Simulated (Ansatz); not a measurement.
# Ligand exchange: C3H7Br + GaH2(OH) → C3H8O + GaH2Br

Species: C3H7Br (1-bromopropane) `CCCBr`, singlet; GaH2(OH), singlet; C3H8O (1-propanol) `CCCO`, singlet; GaH2Br `[GaH2][Br]`, singlet. The partners trade Br for OH: C–Br and Ga–OH bonds give way to C–OH and Ga–Br.

Shapes, held fixed at every level: PBE0-D4/def2-TZVP. Flexible molecules stand in one conformer, not always the lowest. Programs: Ansatz 0.2.0. Electronic energies: no zero-point or thermal term.

Question: Estimate ΔE of this reaction.

Answer: The highest level, CCSD(T)/def2-TZVPP, gives ΔE = -30.1 kJ/mol; the levels span -41.3 to -22.7. The column of differences is taken from that level and isn't an error. No measured value is set beside it here. Relativity is left out for Br, Ga unless named. Correlated rows may include outer-core shells of Br, Ga, which these sets cover unevenly. Times are processor times on shared x86 and Arm servers, and rough.

```tsv
level	kind	ΔE (kJ/mol)	less CCSD(T)/def2-TZVPP	CPU time (sum over the molecules)
PBE-D4/def2-TZVPP	GGA	-32.5	-2.4	21 s
PBE0-D4/def2-TZVPP	global hybrid	-41.3	-11.2	23 s
wB97X-V/def2-TZVPP	range-separated hybrid	-37.5	-7.4	60 s
B2PLYP/def2-TZVPP	double hybrid	-32.5	-2.4	44 s
MP2/def2-TZVPP	perturbation theory	-22.7	+7.4	–
CCSD/def2-TZVPP	coupled cluster or CI	-34.5	-4.4	–
CCSD(T)/def2-TZVPP	coupled cluster or CI	-30.1	0.0	15 min
```

Every level makes the exchange exothermic, so the direction is secure for these isolated molecules, while its size is less so. The sign means that carbon gains more than gallium loses when Br is replaced by OH. Bond polarity alone would suggest the opposite, since the more electropositive gallium should hold the more electronegative oxygen harder. But gallium also forms a strong, polar bond to bromine, with valence orbitals of similar extent, whereas C–Br is weak and only slightly polar, and compact carbon and oxygen orbitals overlap well. The preference for OH over Br is therefore probably smaller at gallium than at carbon.

MP2 gives the least exothermic value and PBE0 the most, probably because the changes in polarity and correlation between the four bonds cancel incompletely. PBE's closeness to CCSD(T) may be fortuitous, as both hybrids with full DFT correlation lie further away. The result doesn't carry over directly to condensed phases, where hydroxide bridging between gallium centres would stabilise the reactant side and could offset the modest driving force.
